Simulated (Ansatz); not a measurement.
La: pressure against volume per atom

Periodic Kohn-Sham DFT of a crystal at fixed atoms; pressure and stress are positive in compression; the energy is the free energy less that of spherical unpolarised free atoms; site moments are those in the method's own spheres, positive along +z. The results are calculated, by Ansatz 0.2.0.

Cell of the first row (space group P6_3/mmc, No. 194):
```
CELL_PARAMETERS angstrom
3.70650 0.00000 0.00000
-1.85320 3.20990 0.00000
0.00000 0.00000 5.95310
ATOMIC_POSITIONS crystal
La 0.33333 0.66667 0.25000
La 0.66667 0.33333 0.75000
```

Settings of every row: method frozen-core PAW; functional PBE; relativity scalar; k mesh 12x12x7; filling fermi-dirac; smearing width 0.05 eV; wave cutoff 420 eV; paw set soft_2.

Atom start moment: 0 on all atoms.

Limits: no spin-orbit coupling on heavy atoms.

| row | volume per atom (Å³) | pressure (GPa) |
| --- | --- | --- |
| 1 | 35.414 | ? |
| 2 | 36.901 | 0.555 |
| 3 | 37.654 | 0.015 |
| 4 | 38.407 | -0.491 |
| 5 | 39.913 | -1.408 |

Question: what pressure should row 1 give?

Worked fit of pressure. Take u = (V_r/V)^(2/3) − 1 with V_r = 38.031 Å³ an atom, which is twice the finite (Eulerian) strain; such expansions in the strain, on which the Birch-Murnaghan equation of state is built, carry the rest volume and the bulk modulus. The shown rows have u = 0.02031, 0.00666, -0.00654, -0.03169. Least squares give pressure = −0.2424 + 38.296 × u + 47.76 × u² GPa; a straight line predicts inner rows, each left out in turn, worse (root mean square 0.02 against 0.00048 GPa). All shown rows lie on it to the printed digit. The pressure vanishes at u = 0.0063, or V = 37.68 Å³ an atom, and there the bulk modulus at fixed shape and fractions is B = −V dP/dV = (2/3)(1 + u) dP/du = 26.1 GPa. Letting shape and atoms relax would as a rule lower it, by much in layered, chain or molecular crystals. The withheld row has u = 0.04868, so the fit gives −0.2424 + 38.296 × (0.04868) + 47.76 × (0.04868)² = 1.735 GPa.

The calculation gave 1.709 GPa. The fit lies 0.026 GPa (1.5 % of the value, 0.83 % of the column's range) above it; its largest miss of a shown row is 0.000 GPa. This row lies beyond the range of the fit.
